**p–p tight binding against the band levels of rock-salt BiTe**

The table holds Kohn–Sham levels around the Fermi energy at six k-points of rock-salt BiTe, from PBEsol with frozen-core PAW, scalar-relativistic, without spin or spin-orbit coupling, in a fixed cell. The program renumbers the levels by band and fits a nearest-neighbour Bi p–Te p two-level model (σ, π, D) to nine half-splittings, which it reproduces to 0.11 eV rms with vanishing hopping at L. On all 30 levels of bands 13 to 18 the model with one centre misses by 0.43 eV rms, against about 2 eV for the empty lattice. The output also shows the misfits: the lowest empty level at X lies 2.62 eV below the predicted singlet, and the pair centres drift by about 1 eV from GAMMA to L. An s–s model for band 12, the density of states from the smearing entropy and a bond-length scaling estimate are printed as well.

Calculated values. Ansatz 0.2.0, PBEsol with default frozen-core PAW datasets, scalar-relativistic, no spin polarisation, for rock-salt BiTe (Fm-3m) in its measured cell (COD), a = 6.470 angstrom. Cutoff 420 eV, 10 × 10 × 10 k mesh, Fermi-Dirac smearing 0.03 eV. Energies are relative to the Fermi energy, and k-points refer to the primitive two-atom cell.

## Analysis program

```python
# Table: Kohn-Sham levels (eV from E_F) of rock-salt BiTe; Ansatz PAW, PBEsol, scalar-relativistic, no spin-orbit.
# Tested: nearest-neighbour p-p and s-s two-level tight binding, against the empty lattice.
T = {
    'point': ['GAMMA', 'X', 'U', 'K', 'L', 'W'],
    'k': ['0 0 0', '0.5 0 0.5', '0.625 0.25 0.625', '0.375 0.375 0.75', '0.5 0.5 0.5', '0.5 0.25 0.75'],
    'v4': [-8.12, -9.93, -10.67, -10.67, -1.58, -4.96],  # eV
    'v3': [-2.51, -5.65, -5.28, -5.28, -0.84, -4.96],  # eV
    'v2': [-2.51, -3.99, -3.49, -3.49, -0.61, -1.54],  # eV
    'v1': [-2.51, -3.99, -3.43, -3.43, -0.61, -0.24],  # eV
    'c1': [2.17, 2.2, 2.0, 2.0, None, 3.95],  # eV
    'c2': [2.17, 3.61, 2.01, 2.01, None, 3.95],  # eV
    'c3': [2.17, 3.61, 3.8, 3.8, None, None],  # eV
}
import numpy as np, itertools
from scipy import constants as C
from scipy.optimize import least_squares
cols = ['v4', 'v3', 'v2', 'v1', 'c1', 'c2', 'c3']
top = {'GAMMA': 15, 'X': 15, 'U': 15, 'K': 15, 'L': 18, 'W': 16}  # index of highest filled band
B = np.array([[-1, 1, 1], [1, -1, 1], [1, 1, -1]])  # reciprocal vectors in 2pi/a
E, kc = {}, {}
for i, p in enumerate(T['point']):
    kc[p] = np.array([float(x) for x in str(T['k'][i]).split()]) @ B
    E[p] = {top[p] - 3 + j: T[c][i] for j, c in enumerate(cols) if T[c][i] is not None}
# further outputs of the same run (mesh levels on the absolute scale, eV); a in angstrom
a, EF, TS, kT = 6.470, 9.635611, 0.0049201, 0.03
b11G, b12L, b13L, b14max, b15max = -3.87203-EF, -1.58836-EF, 7.75604-EF, 7.8877-EF, 8.09519-EF
b16min, b16max, b19min, b19L = 8.79714-EF, 12.21295-EF, 12.605-EF, 16.88638-EF
E['L'].update({12: b12L, 13: b13L, 14: b13L})  # 14 = 13 at L: symmetry needs a doublet and 14 stays below 15
pts = ['GAMMA', 'X', 'K', 'W', 'L']
print('Levels by band index 12-18, eV (L 12-14 from mesh run); direct 15-16 separation')
for p in pts:
    print(f'{p:6s}', ' '.join(f'{E[p][b]:7.2f}' if b in E[p] else '      -' for b in range(12, 19)), f'| {E[p][16]-E[p][15]:.2f}')
print(f'mesh: band 14 max {b14max:.2f}, 15 max {b15max:.2f}, 16 min {b16min:.2f}, 15-16 separation {b16min-b15max:.2f}, width of 16 {b16max-b16min:.2f} eV')
print(f'mesh: band 19 min {b19min:.2f} at 0.6 of GAMMA-X, {b19L:.2f} at L; rounding 0.005 per level, 0.01 per difference')
print(f"splittings eV: X 14-13 {E['X'][14]-E['X'][13]:.2f}; K 15-14 {E['K'][15]-E['K'][14]:.2f}, 17-16 {E['K'][17]-E['K'][16]:.2f}; L 15-14 {E['L'][15]-b13L:.2f}, 17-16 {E['L'][17]-E['L'][16]:.2f}")
def half(k, s, pi, D):
    c = np.cos(np.pi*k)
    return np.sort(np.hypot(D, 2*s*c + 2*pi*(c.sum() - c)))[::-1]
pr = [('GAMMA', 15, 16, 0), ('X', 15, 17, 1), ('K', 13, 18, 0), ('K', 14, 17, 1), ('K', 15, 16, 2),
      ('W', 13, 18, 0), ('W', 15, 16, 2), ('L', 13, 18, 0), ('L', 15, 16, 2)]
res = lambda x: np.array([half(kc[p], *x)[j] - (E[p][h] - E[p][l])/2 for p, l, h, j in pr])
x = least_squares(res, [1.8, -0.3, 0.5]).x
r = res(x)
h2m = C.hbar**2/C.m_e/C.e*1e20
print(f'p-p fit: sigma {x[0]:.2f}, pi {x[1]:.2f}, D {abs(x[2]):.2f} eV, pi/sigma {x[1]/x[0]:.2f}, rms {np.sqrt(np.mean(r**2)):.2f} eV')
print(f'Harrison rule (rough recalled factors 2.2, -0.63), d = {a/2:.3f} A: sigma {2.2*h2m/(a/2)**2:.1f}, pi {-0.63*h2m/(a/2)**2:.1f} eV')
print('point bands: half-splitting, model, model-table, pair centre (eV), sum sin^2')
for (p, l, h, j), e in zip(pr, r):
    d = (E[p][h] - E[p][l])/2
    print(f'{p:6s}{l}/{h}: {d:5.2f} {d+e:5.2f} {e:+5.2f} {(E[p][h]+E[p][l])/2:6.2f} {np.sum(np.sin(np.pi*kc[p])**2):4.1f}')
cX, hX = (E['X'][15] + E['X'][17])/2, half(kc['X'], *x)[0]
print(f"X singlet, not fitted: lower {cX-hX:.2f} vs band 13 {E['X'][13]:.2f} (off {cX-hX-E['X'][13]:+.2f}); upper {cX+hX:.2f} vs band 16 {E['X'][16]:.2f} (off {cX+hX-E['X'][16]:+.2f})")
print('model |t| at (0,0.4,0.4) 2pi/a, mesh maximum of bands 14, 15:', np.round(half(np.array([0, .4, .4]), x[0], x[1], 0), 2), 'eV')
lab = [f'{p} {b}' for p in pts for b in range(13, 19)]
y = np.array([E[p][b] for p in pts for b in range(13, 19)])
tb = np.concatenate([np.r_[-half(kc[p], *x), half(kc[p], *x)[::-1]] for p in pts])
G = np.array(list(itertools.product(range(-3, 4), repeat=3))) @ B
u = h2m/2*(2*np.pi/a)**2
fe = np.concatenate([u*np.sort(((kc[p] + G)**2).sum(1))[2:8] for p in pts])
sl, ic = np.polyfit(fe, y, 1)
print(f'All 30 levels of bands 13-18 in energy order; free-electron unit {u:.2f} eV, one centre {np.mean(y-tb):.2f} eV')
for n, m in [('tight binding, one centre', tb + np.mean(y-tb)), ('empty lattice, offset', fe + np.mean(y-fe)), (f'empty lattice, mass {1/sl:.2f}', sl*fe + ic)]:
    w = np.argmax(abs(m - y))
    print(f'  {n}: rms {np.sqrt(np.mean((m-y)**2)):.2f} eV, worst {lab[w]} {m[w]-y[w]:+.2f} eV')
cs, hs = (b11G + E['GAMMA'][12])/2, (E['GAMMA'][12] - b11G)/2
print(f's-s model from GAMMA: band 11 {b11G:.2f}, centre {cs:.2f}, half-splitting {hs:.2f}; band 12 width GAMMA-L {E["GAMMA"][12]-b12L:.2f} eV')
for Ds in (0.0, 0.5):
    V = np.sqrt(hs**2 - Ds**2)/6
    m = {p: cs + np.hypot(Ds, 2*V*np.cos(np.pi*kc[p]).sum()) for p in 'XKL'}
    print(f'  assumed D_s {Ds:.1f}, |V| {V:.2f}: band 12 model (model-table)', ', '.join(f'{p} {m[p]:.2f} ({m[p]-E[p][12]:+.2f})' for p in m))
print(f'DOS at E_F from TS = pi^2/3 (kT)^2 g: {3*TS/(np.pi*kT)**2:.2f}; one electron, parabolic edge: {1.5/-b16min:.2f} states/eV/cell')
for p, j in (('GAMMA', 0), ('X', 1), ('L', 0)):
    print(f'bond 1% shorter, hopping ~ d^-2: model pair splitting at {p} changes by {2*(half(kc[p], x[0]/.99**2, x[1]/.99**2, x[2])[j]-half(kc[p], *x)[j]):+.2f} eV')
assert min(pts, key=lambda p: E[p][16] - E[p][15]) == 'L'
assert [p for p in pts if E[p][16] < 0] == ['W', 'L'] and b15max < b16min < 0
assert E['X'][13] < E['X'][14] == E['X'][15] and E['U'] == E['K']
assert x[0] > 0 and -0.4 < x[1]/x[0] < 0
```

Running it gives:

```
Levels by band index 12-18, eV (L 12-14 from mesh run); direct 15-16 separation
GAMMA    -8.12   -2.51   -2.51   -2.51    2.17    2.17    2.17 | 4.68
X        -9.93   -5.65   -3.99   -3.99    2.20    3.61    3.61 | 6.19
K       -10.67   -5.28   -3.49   -3.43    2.00    2.01    3.80 | 5.43
W            -   -4.96   -4.96   -1.54   -0.24    3.95    3.95 | 1.30
L       -11.22   -1.88   -1.88   -1.58   -0.84   -0.61   -0.61 | 0.74
mesh: band 14 max -1.75, 15 max -1.54, 16 min -0.84, 15-16 separation 0.70, width of 16 3.42 eV
mesh: band 19 min 2.97 at 0.6 of GAMMA-X, 7.25 at L; rounding 0.005 per level, 0.01 per difference
splittings eV: X 14-13 1.66; K 15-14 0.06, 17-16 0.01; L 15-14 0.30, 17-16 0.23
p-p fit: sigma 1.82, pi -0.33, D 0.55 eV, pi/sigma -0.18, rms 0.11 eV
Harrison rule (rough recalled factors 2.2, -0.63), d = 3.235 A: sigma 1.6, pi -0.5 eV
point bands: half-splitting, model, model-table, pair centre (eV), sum sin^2
GAMMA 15/16:  2.34  2.37 +0.03  -0.17  0.0
X     15/17:  3.80  3.68 -0.12  -0.19  0.0
K     13/18:  4.54  4.62 +0.08  -0.74  1.0
K     14/17:  2.75  2.82 +0.07  -0.74  1.0
K     15/16:  2.71  2.82 +0.11  -0.72  1.0
W     13/18:  4.46  4.34 -0.11  -0.50  1.0
W     15/16:  0.65  0.55 -0.10  -0.89  1.0
L     13/18:  0.63  0.55 -0.09  -1.24  3.0
L     15/16:  0.37  0.55 +0.18  -1.21  3.0
X singlet, not fitted: lower -5.20 vs band 13 -5.65 (off +0.45); upper 4.82 vs band 16 2.20 (off +2.62)
model |t| at (0,0.4,0.4) 2pi/a, mesh maximum of bands 14, 15: [3.23 0.25 0.25] eV
All 30 levels of bands 13-18 in energy order; free-electron unit 3.59 eV, one centre -0.69 eV
  tight binding, one centre: rms 0.43 eV, worst X 16 +0.79 eV
  empty lattice, offset: rms 2.14 eV, worst X 16 -5.86 eV
  empty lattice, mass 1.39: rms 1.93 eV, worst X 16 -5.03 eV
s-s model from GAMMA: band 11 -13.51, centre -10.81, half-splitting 2.69; band 12 width GAMMA-L 3.10 eV
  assumed D_s 0.0, |V| 0.45: band 12 model (model-table) X -9.92 (+0.01), K -10.44 (+0.23), L -10.81 (+0.41)
  assumed D_s 0.5, |V| 0.44: band 12 model (model-table) X -9.80 (+0.13), K -10.19 (+0.48), L -10.31 (+0.91)
DOS at E_F from TS = pi^2/3 (kT)^2 g: 1.66; one electron, parabolic edge: 1.79 states/eV/cell
bond 1% shorter, hopping ~ d^-2: model pair splitting at GAMMA changes by +0.09 eV
bond 1% shorter, hopping ~ d^-2: model pair splitting at X changes by +0.15 eV
bond 1% shorter, hopping ~ d^-2: model pair splitting at L changes by +0.00 eV
```
